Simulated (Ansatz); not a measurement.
# Sc2Al: the change of pressure and energy above lowest point with volume scale

Results calculated with Ansatz 0.2.0, not measured. Free energy against uniform scaling of the volume at fixed shape and fractions; periodic cell, basis, potentials, k mesh and filling as listed.

The cell before it is scaled or strained (space group P6_3/mmc, No. 194):
```
CELL_PARAMETERS angstrom
4.89260 0.00000 0.00000
-2.44630 4.23710 0.00000
0.00000 0.00000 6.16140
ATOMIC_POSITIONS crystal
Sc 0.00000 0.00000 0.00000
Sc 0.00000 0.00000 0.50000
Sc 0.33333 0.66667 0.75000
Sc 0.66667 0.33333 0.25000
Al 0.33333 0.66667 0.25000
Al 0.66667 0.33333 0.75000
```

Settings of every row: functional LDA; dispersion none; potentials PAW; wave cutoff 571.44 eV; density cutoff 2285.8 eV; k mesh 6x6x4; k shift 0x0x0; occupations fermi dirac; smearing width 0.1 eV; spin none; SCF threshold exponent -9.

Limits: coarse k mesh, up to 40 meV an atom off; stress loosely converged; the cell comes from a prototype or a list of computed structures and needn't be the stable phase.

| row | volume scale | V (Å³/atom) | pressure (GPa) | energy above lowest point (meV/atom) |
| --- | --- | --- | --- | --- |
| 1 | 0.92 | 19.585 | 1.49 | 1.1 |
| 2 | 0.9467 | 20.153 | -0.79 | 0 |
| 3 | 0.9733 | 20.72 | -2.78 | 6.4 |
| 4 | 1 | 21.288 | -4.53 | 19.4 |
| 5 | 1.0267 | 21.856 | -6.06 | 38.3 |
| 6 | 1.0533 | 22.423 | ? | ? |
| 7 | 1.08 | 22.991 | -8.55 | 90.4 |

Question: what pressure and energy above lowest point should row 6 give?

Worked fit of pressure. Take u = (V_r/V)^(2/3) − 1 with V_r = 21.004 Å³ an atom, which is twice the finite (Eulerian) strain; such expansions in the strain, on which the Birch-Murnaghan equation of state is built, carry the rest volume and the bulk modulus. The shown rows have u = 0.04774, 0.02796, 0.00912, -0.00891, -0.02616, -0.05848. Least squares give pressure = −3.685 + 97.04 × u + 237.1 × u² GPa; a straight line predicts inner rows, each left out in turn, worse (root mean square 0.26 against 0.0028 GPa). All shown rows lie on it to the printed digit. The pressure vanishes at u = 0.0350, or V = 19.95 Å³ an atom, and there the bulk modulus at fixed shape and fractions is B = −V dP/dV = (2/3)(1 + u) dP/du = 78.4 GPa. Letting shape and atoms relax would as a rule lower it, by much in layered, chain or molecular crystals. The withheld row has u = -0.04265, so the fit gives −3.685 + 97.04 × (-0.04265) + 237.1 × (-0.04265)² = -7.39 GPa.

The calculation gave -7.39 GPa. The fit meets it to the printed digit.

Worked fit of energy above lowest point. Take u = (V_r/V)^(2/3) − 1 with V_r = 21.004 Å³ an atom, which is twice the finite (Eulerian) strain; such expansions in the strain, on which the Birch-Murnaghan equation of state is built, carry the rest volume and the bulk modulus. The shown rows have u = 0.04774, 0.02796, 0.00912, -0.00891, -0.02616, -0.05848. Least squares give energy above lowest point = 12.14 − 728.1 × u + 10428 × u² meV/atom; a straight line predicts inner rows, each left out in turn, worse (root mean square 12 against 0.07 meV/atom). The rows lie off it by 0.0, 0.1, 0.0, -0.1, 0.0, 0.0. Its lowest point lies at u = 0.0349, or V = 19.95 Å³ an atom, and the curvature there gives the bulk modulus at fixed shape and fractions, B = (4/9)(1 + u)² E″(u)/V = 79.7 GPa. Letting shape and atoms relax would as a rule lower it, by much in layered, chain or molecular crystals. The withheld row has u = -0.04265, so the fit gives 12.14 − 728.1 × (-0.04265) + 10428 × (-0.04265)² = 62.2 meV/atom.

The calculation gave 62.1 meV/atom. The fit lies 0.1 meV/atom (0.11 % of the column's range) above it, one unit of the last digit.
